Why does a small molecule with eight valence electrons prefer two unpaired electrons to four, and why do its triplet states, all with the same total spin, still lie electronvolts apart? In boron nitride, BN, a familiar answer is close at hand: parallel spins lower the energy, so the state with the most of them should win. Another answer is that the molecule tries to keep its $\pi$ bond. A third looks at every shell that an electron leaves or enters, and at the company it finds there.

Four lowest triplet and two lowest quintet states of neutral, isolated BN, computed with Ansatz 0.2.0 by full CI in the 6-31G basis with the 1s cores frozen. All states share the PBE0/def2-TZVP geometry, with a bond length of 1.31 Å, and the irreps refer to the point group C2v.

```
row  state multiplicity  state irrep  energy above the lowest state (eV)
  1                   3           B2                               0.000
  2                   3           B1                               0.000
  3                   3           A1                               1.015
  4                   3           A2                               2.014
  5                   5           B2                               4.763
  6                   5           B1                               4.763
```

The state multiplicity is $2S+1$, where $S$ is the total spin, so 3 marks a triplet and 5 a quintet. The state irrep is a symmetry label. A degenerate pair B1 and B2 forms one $\Pi$ level, whose electrons carry one unit of angular momentum about the bond, while single A1 and A2 states are $\Sigma^+$ and $\Sigma^-$. Read upwards, the levels are therefore ${}^3\Pi$, ${}^3\Sigma^+$, ${}^3\Sigma^-$ and ${}^5\Pi$.

Take the spin argument first. Electrons of equal spin avoid each other, which reduces their repulsion; this is the exchange effect, and it grows with the number of same-spin pairs. A triplet with eight valence electrons has five spins one way and three the other, which makes $10+3=13$ such pairs. The quintet has 16, yet it lies 2.7 eV above the highest triplet in the table.

The argument fails among the triplets too. All of them have the same number of same-spin pairs, but they spread over 2.0 eV. Something that the spin count does not see must set their order. Hund's rule itself is not at fault, because it compares states that arise from one and the same filling of the shells. The states here differ in their filling, and the rule makes no promise about that.

The fillings can be inferred from symmetry, spin and the usual order of the orbitals. Above a lower $\sigma$ orbital that stays full, the shells that matter are $4\sigma$, the bonding $1\pi$ pair, $5\sigma$ and the antibonding $2\pi$ pair. The lowest level, ${}^3\Pi$, is then $4\sigma^2 5\sigma^1 1\pi^3$, and ${}^3\Sigma^-$ is $4\sigma^2 5\sigma^2 1\pi^2$. The ${}^3\Sigma^+$ state is $4\sigma^1 5\sigma^1 1\pi^4$, and the quintet is $4\sigma^2 5\sigma^1 1\pi^2 2\pi^1$.

The calculation offers a check on this set, because it also gives orbital occupations averaged over the six states. The assigned fillings put 1.83 electrons in $4\sigma$ on average, and the calculation finds 1.80. Had the ${}^3\Sigma^+$ state come from lifting an electron from $1\pi$ to $2\pi$, with $4\sigma$ left full, the average would have been 2.00. The agreement supports the set as a whole; an average cannot prove the filling of each single state.

With the fillings in hand, the second explanation can be put into numbers. The allyl radical serves as a simpler model: in its elementary orbital picture there is a bonding level, a nonbonding level and an antibonding level, equally spaced. Moving an electron from the first to the second costs one step, and moving it to the third costs two. For BN, let $1\pi$ be the bonding level, $5\sigma$ the nonbonding one and $2\pi$ the antibonding one. The likeness ends with this spacing, since allyl's middle orbital is itself a $\pi$ orbital spread over two atoms, whereas $5\sigma$ in BN is largely a lone pair on boron.

Call the step $b$ and let $n$ be the number of electrons in $1\pi$ less the number in $2\pi$. The lowest triplet has $n=3$, so the energy above it should be $b(3-n)$. The ${}^3\Sigma^-$ state has $n=2$ and has lost one step, so its energy fixes $b$ at 2.01 eV. That row is used up in setting the scale and tests nothing.

The quintet is a test, since it played no part in choosing $b$. It has two electrons in $1\pi$ and one in $2\pi$, hence $n=1$ and a loss of two steps. The estimate is $2\times 2.014 = 4.03$ eV, against 4.76 eV from full configuration interaction, about 15 percent below the computed energy. So a crude count of bonding electrons comes close to the quintet's height, though its step is a net price that also contains repulsion and exchange, and one near match cannot prove the cause. What is certain is that, with the lower $\sigma$ orbital full, four unpaired electrons require an electron in an orbital above $5\sigma$, here the antibonding $2\pi$, and that the extra exchange does not pay for it.

The same count fails badly for ${}^3\Sigma^+$. This state has a full $1\pi$ shell, the strongest $\pi$ bond of the set, and should lie one step below ${}^3\Pi$. It lies 1.0 eV above it. The error of 3.0 eV exceeds the step itself, so keeping the $\pi$ bond cannot be the whole story.

What the count leaves out is where the fourth $\pi$ electron comes from. It is taken from $4\sigma$, and the count treats that as free. Seen from the lowest triplet, ${}^3\Sigma^+$ is reached by moving one electron from $4\sigma$ into $1\pi$, and the table puts the net price at 1.0 eV. The third explanation therefore keeps an account for every shell, the one that is emptied as well as the one that is filled. With a separate price for each move it would reproduce the three gaps exactly, which makes it a way of reading the table and not a test.

Its value lies in the physics behind the prices. Start in thought from the closed-shell filling $4\sigma^2 1\pi^4$. Moving one electron from $1\pi$ to $5\sigma$ weakens the $\pi$ bond, but the electron enters an empty orbital and can align its spin with the one left behind. The exchange gain and the relief of crowding in the $\pi$ shell offset much of the cost, and the result is ${}^3\Pi$.

Moving a second electron the same way leads to ${}^3\Sigma^-$, and now the terms are worse. The $\pi$ bond is weakened again, the newcomer shares the compact $5\sigma$ orbital with an electron already there, and the number of same-spin pairs does not rise. These terms make it plausible that one electron moves and the second stays, though the argument alone could not decide it. The table shows the price of the second move, 2.0 eV, but it cannot divide that price among orbital energy, repulsion and exchange.

Parallel spins therefore do matter, but as one entry in the account. They help to make the first transfer cheap, but their number does not set the order of the levels in this table. For a neighbouring diatomic molecule the same order of questions is a sensible start: which bonding electrons are lost, which lower shell is opened, and whether the receiving orbital is already occupied. Exchange belongs in the same account, and it can settle the order where fillings are otherwise close.

The sizes of the gaps deserve less trust than this reasoning. Full configuration interaction treats the correlation of the valence electrons exactly only within its small basis, which lacks the polarisation functions that let orbitals adapt to the bond. All states also share one bond length, and the quintet, with its weakened bond, would probably gain energy by stretching. Nor do these gaps describe the layered boron nitride used as an insulator in electronic devices, whose band gap belongs to an extended solid with a different kind of bonding. The printed analysis after this text sets both counts beside the computed energies.

One question stays open, and it is the one that Hund's rule was made for. The filling $4\sigma^2 5\sigma^2 1\pi^2$ yields singlets as well as the ${}^3\Sigma^-$ state, and the rule says that the triplet lies lowest among them. The closed-shell filling, for its part, leads to a singlet known to lie very close to ${}^3\Pi$, so the zero of the table marks the lowest triplet and not a proven ground state. How much energy does spin alignment gain when the filling is held fixed?

Output of the analysis:

```
Spin counting and pi counting against full CI:
  row  full CI energy (eV)  same-spin pairs  net pi electrons  pi-counting energy (eV)  miss (eV)
    1                    0               13                 3                        0          0
    2                    0               13                 3                        0          0
    3                1.015               13                 4                   -2.014     -3.029
    4                2.014               13                 2                    2.014          0
    5                4.763               16                 1                    4.028     -0.735
    6                4.763               16                 1                    4.028     -0.735
Spread of the triplets at equal number of same-spin pairs (eV): 2.014
Quintet above the highest listed triplet (eV): 2.749
Triplet Sigma- above triplet Sigma+ (eV): 0.999
Quintet energy over triplet Sigma- energy (pi counting says 2): 2.365
Miss of pi counting for the quintet (percent of its energy): -15.43
Mean 4 sigma occupation from the configurations: 1.833
Mean 4 sigma occupation in the calculation: 1.799
Mean 5 sigma occupation from the configurations: 1.167
Mean 5 sigma occupation in the calculation: 1.141
Mean occupation of each 1 pi orbital from the configurations: 1.333
Mean occupation of each 1 pi orbital in the calculation: 1.288
Mean occupation of each 2 pi orbital from the configurations: 0.1667
Mean occupation of each 2 pi orbital in the calculation: 0.2227
Rms miss of the four occupations with the chosen set: 0.04202
Rms miss if row 3 were a pi to pi* state: 0.1251
```
